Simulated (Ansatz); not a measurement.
A series in volume scale on YP2Pd2

All results are calculated (Ansatz 0.2.0). Free energy against uniform scaling of the volume at fixed shape and fractions; periodic cell, basis, potentials, k mesh and filling as listed.

The cell before it is scaled or strained (space group I4/mmm, No. 139):
```
cell vectors (Å)
  -2.0495     2.0495     4.9449
   2.0495    -2.0495     4.9449
   2.0495     2.0495    -4.9449
atoms (fractions of the cell vectors)
Y   0.00000  0.00000  0.00000
P   0.38944  0.38944  0.00000
P   0.61056  0.61056  0.00000
Pd  0.75000  0.25000  0.50000
Pd  0.25000  0.75000  0.50000
```

Settings of every row: functional PBEsol; dispersion none; potentials PAW; wave cutoff 550 eV; density cutoff 2200 eV; k mesh 9x9x9; k shift 0x0x0; occupations cold; smearing width 0.1 eV; spin none.

Limits: coarse k mesh, up to 40 meV an atom off; the cell comes from a prototype or a list of computed structures and needn't be the stable phase.

| row | volume scale | V (Å³/atom) | pressure (GPa) | energy above lowest point (meV/atom) |
| --- | --- | --- | --- | --- |
| 1 | 0.9406 | 15.63 | 4.09 | 4.7 |
| 2 | 0.9703 | 16.123 | ? | ? |
| 3 | 1 | 16.617 | -5.1 | 9.4 |
| 4 | 1.0297 | 17.11 | -8.59 | 30.7 |
| 5 | 1.0594 | 17.604 | -11.48 | 61.8 |

Question: what pressure should row 2 give?

Worked fit of pressure. Take u = (V_r/V)^(2/3) − 1 with V_r = 16.864 Å³ an atom, which is twice the finite (Eulerian) strain; such expansions in the strain, on which the Birch-Murnaghan equation of state is built, carry the rest volume and the bulk modulus. The shown rows have u = 0.05196, 0.00989, -0.00961, -0.02822. Least squares give pressure = −6.931 + 179.08 × u + 635.4 × u² GPa; a straight line predicts inner rows, each left out in turn, worse (root mean square 0.62 against 0.0067 GPa). All shown rows lie on it to the printed digit. The pressure vanishes at u = 0.0345, or V = 16.03 Å³ an atom, and there the bulk modulus at fixed shape and fractions is B = −V dP/dV = (2/3)(1 + u) dP/du = 154 GPa. Letting shape and atoms relax would as a rule lower it, by much in layered, chain or molecular crystals. The withheld row has u = 0.03041, so the fit gives −6.931 + 179.08 × (0.03041) + 635.4 × (0.03041)² = -0.90 GPa.

The calculation gave -0.91 GPa. The fit lies 0.01 GPa (1.1 % of the value, 0.064 % of the column's range) above it, one unit of the last digit.

The other values of row 2: energy above lowest point 0 meV/atom.
